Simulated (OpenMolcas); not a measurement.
# Exact exchange and the HOMO–LUMO gap of C4H11As (tert-butylarsine)

The species is C4H11As (16 atoms), meant as a singlet with charge 0. As SMILES, `CC(C)(C)[AsH2]`. The coordinates come from a PBE0-D4/def2-TZVP relaxation. This is one conformer, not always the lowest.

The HOMO–LUMO gap y, in eV, basis 6-31G(d); a is the functional's share of exact exchange. Programs: OpenMolcas 26.06.

| functional | program | a | y (eV) |
| --- | --- | --- | --- |
| TPSS | OpenMolcas | 0 | 5.93 |
| r2SCAN | OpenMolcas | 0 | 6.18 |
| B3LYP | OpenMolcas | 0.2 | ? |
| PBE0 | OpenMolcas | 0.25 | 7.64 |
| BHLYP | OpenMolcas | 0.5 | 9.54 |

Fit y = c + s·a to the known rows and predict B3LYP.


1. Means of the 4 rows: a = 0.1875, y = 7.322.
2. Σ(Δa)² = 0.17188, Σ(Δa·Δy) = 1.1881, so the slope is 1.1881/0.17188 = 6.9124.
3. Intercept: 7.322 − (6.9124) × 0.1875 = 6.026. The largest residual of the fit is 0.15.
4. B3LYP: 6.026 + (6.9124) × 0.2 = 7.41 eV.

The run gave 7.22 eV, so the prediction is off by +0.19 eV, about the scatter of the fit. Exact exchange lowers occupied levels and raises empty ones. The rows mix families of semi-local functionals, which the line can't see.

The gap widens with the share of exact exchange, from 5.93 eV in TPSS to 9.54 eV in BHLYP. In a semi-local functional, occupied and empty orbitals feel nearly the same potential. Non-local exchange acts mainly on the occupied ones, so an empty level moves towards the energy of an added electron. The HOMO is probably the arsenic lone pair, and its localised character makes it responsive to this correction.

The overestimate for B3LYP has a plausible origin: both points without exact exchange are meta-GGAs, whose dependence on the kinetic-energy density tends to open the gap relative to a GGA. That would lift the low end of the line and flatten its slope for the GGA-based hybrids.

The data support a strong, roughly linear sensitivity to exact exchange, but they don't identify which functional gives the best gap. Nor is any of these values an optical excitation energy, which also includes electron–hole attraction; without diffuse functions, the LUMO of such a saturated molecule is also likely to be placed too high.
